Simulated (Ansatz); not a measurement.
**EuZn2P2: Lu on a Zn site**

All numbers are calculated (PBEsol, collinear spin, no spin-orbit coupling; Ansatz, PAW set soft_2, 420 eV, k-mesh 3×3×3), not measured.

The relaxed host crystal (no gap at this level of theory):

```
Eu P Zn
1.0
     4.01936    0.00000    0.00000
    -2.00968    3.48087    0.00000
     0.00000    0.00000    6.72334
Eu P Zn
1 2 2
Direct
  0.00000 0.00000 0.00000
  0.66667 0.33333 0.73496
  0.33333 0.66667 0.26504
  0.66667 0.33333 0.36420
  0.33333 0.66667 0.63580
```

Supercell of 20 atoms, rows of the matrix [[0,0,-1],[2,0,0],[-2,-2,0]] times the cell vectors; Lu on a Zn site at (0.667, 0.333, 0.364) in fractions of the cell above. Atoms are relaxed at the host's cell, from a start shaken by 0.05 Å near the defect. The cell loses 1 of its 8 Zn, so this is a heavily doped crystal.

Distances from the Lu atom (Å), by shell of the perfect crystal:

```csv
shell,perfect crystal,"relaxed, charge 0"
3 P,2.41,2.54
1 P,2.49,2.52
3 Zn,2.95,2.94
```

```
charge  moment of the cell (μB)  moment on Lu (μB)  4f electrons on Lu  gap of the cell on the mesh (eV)
     0                    28.31               0.06                14.0                              0.00
```

Formation energy of the neutral defect: -0.70 eV, taking atoms from and to the elements' standard states (no corrections for gases), so it belongs to those chemical potentials alone.

A negative value doesn't mean that the atoms enter by themselves: with the elements as reservoirs, compounds of them would form first.

Relaxed cell at charge 0:

```
EuZn2P2 Lu_Zn charge 0
1.0
     0.0000    0.0000   -6.7233
     8.0387    0.0000    0.0000
    -4.0194   -6.9617    0.0000
Eu P Lu Zn
4 8 1 7
Direct
  0.0031 0.9955 0.9923
  0.0017 0.4994 0.9999
  0.0031 0.9955 0.5037
  0.0031 0.5070 0.5037
  0.2419 0.1660 0.3332
  0.2688 0.6663 0.3338
  0.2688 0.1655 0.8329
  0.2688 0.6663 0.8329
  0.7395 0.8211 0.1607
  0.7395 0.3385 0.1607
  0.7336 0.8327 0.6665
  0.7395 0.3385 0.6782
  0.6168 0.1660 0.3332
  0.6375 0.6671 0.3354
  0.6375 0.1638 0.8321
  0.6374 0.6671 0.8321
  0.3577 0.8261 0.1633
  0.3578 0.3360 0.1632
  0.3659 0.8327 0.6665
  0.3577 0.3360 0.6732
```

Caveats: 4f shell without a U, which puts 4f levels too near the Fermi level; open f or d shells may hold a state above the lowest; small supercell, so energies and levels can be off by tenths of an eV; one random start near the defect, so other minima are possible.

Lu pushes its P neighbours outward, with the three shorter contacts stretching from 2.41 to 2.54 Å and the fourth only from 2.49 to 2.52 Å, so the original difference nearly vanishes. The cause is size: Lu³⁺ is much larger than the Zn²⁺ it replaces, and the surrounding lattice probably keeps the Lu–P bonds compressed. The filled 4f shell is core-like and leaves Lu almost without a moment. The cell's magnetism therefore comes essentially from Eu²⁺, whose half-filled 4f shells are aligned in parallel here.

By valence, Lu³⁺ on a Zn²⁺ site should be a donor, but the gapless cell gives no donor level or ionization energy. EuZn2P2 is known as a semiconductor, so the missing host gap is probably an artefact of the semilocal functional, and the metallic result is no evidence of doping-induced metallicity. The negative formation energy probably reflects strong, polar Lu–P bonding. Whether Lu prefers this site to the roomier Eu site remains open.
